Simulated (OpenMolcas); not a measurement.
**Exact exchange and the HOMO–LUMO gap of GaSiH4F**

The species is GaSiH4F (7 atoms), meant as a singlet with charge 0. As SMILES, `[F][GaH][SiH3]`. The coordinates come from a PBE0-D4/def2-TZVP relaxation.

The HOMO–LUMO gap y, in eV, basis def2-SVP; a is the functional's share of exact exchange. Programs: OpenMolcas 26.06.

| functional | program | a | y (eV) |
| --- | --- | --- | --- |
| PBE | OpenMolcas | 0 | 4.15 |
| BLYP | OpenMolcas | 0 | 4.10 |
| B3LYP | OpenMolcas | 0.2 | 5.67 |
| PBE0 | OpenMolcas | 0.25 | ? |
| BHLYP | OpenMolcas | 0.5 | 7.94 |

Question: Fit y = c + s·a to the known rows and predict PBE0.

Answer: 
1. Means of the 4 rows: a = 0.1750, y = 5.465.
2. Σ(Δa)² = 0.1675, Σ(Δa·Δy) = 1.2785, so the slope is 1.2785/0.1675 = 7.6328.
3. Intercept: 5.465 − (7.6328) × 0.1750 = 4.129. The largest residual of the fit is 0.029.
4. PBE0: 4.129 + (7.6328) × 0.25 = 6.04 eV.

The run gave 6.13 eV, so the prediction is off by -0.09 eV, more than the largest residual. Exact exchange lowers occupied levels and raises empty ones. The rows mix families of semi-local functionals, which the line can't see.

The gap widens with every increase in exact exchange, from 4.10–4.15 eV for the semi-local functionals to 7.94 eV for BHLYP. In a semi-local potential, occupied and empty orbitals feel the same field. The Fock operator instead cancels an occupied electron's repulsion with itself, while an empty orbital still feels all the electrons, so the gap moves from an excitation-like quantity towards the difference between ionisation energy and electron affinity. In this trivalent gallium compound the HOMO is probably the Ga–Si σ bond and the LUMO largely the vacant Ga 4p orbital, though no orbital analysis confirms this.

The near-linear trend suggests that the frontier orbitals keep their character as exchange is added. PBE lies only slightly above BLYP, so a constant offset between the families would explain only part of the PBE0 miss; the response to exchange probably also depends on the accompanying semi-local terms. The fit therefore supports a strong sensitivity to exact exchange, but doesn't identify which fraction best reproduces the molecule's true fundamental gap.
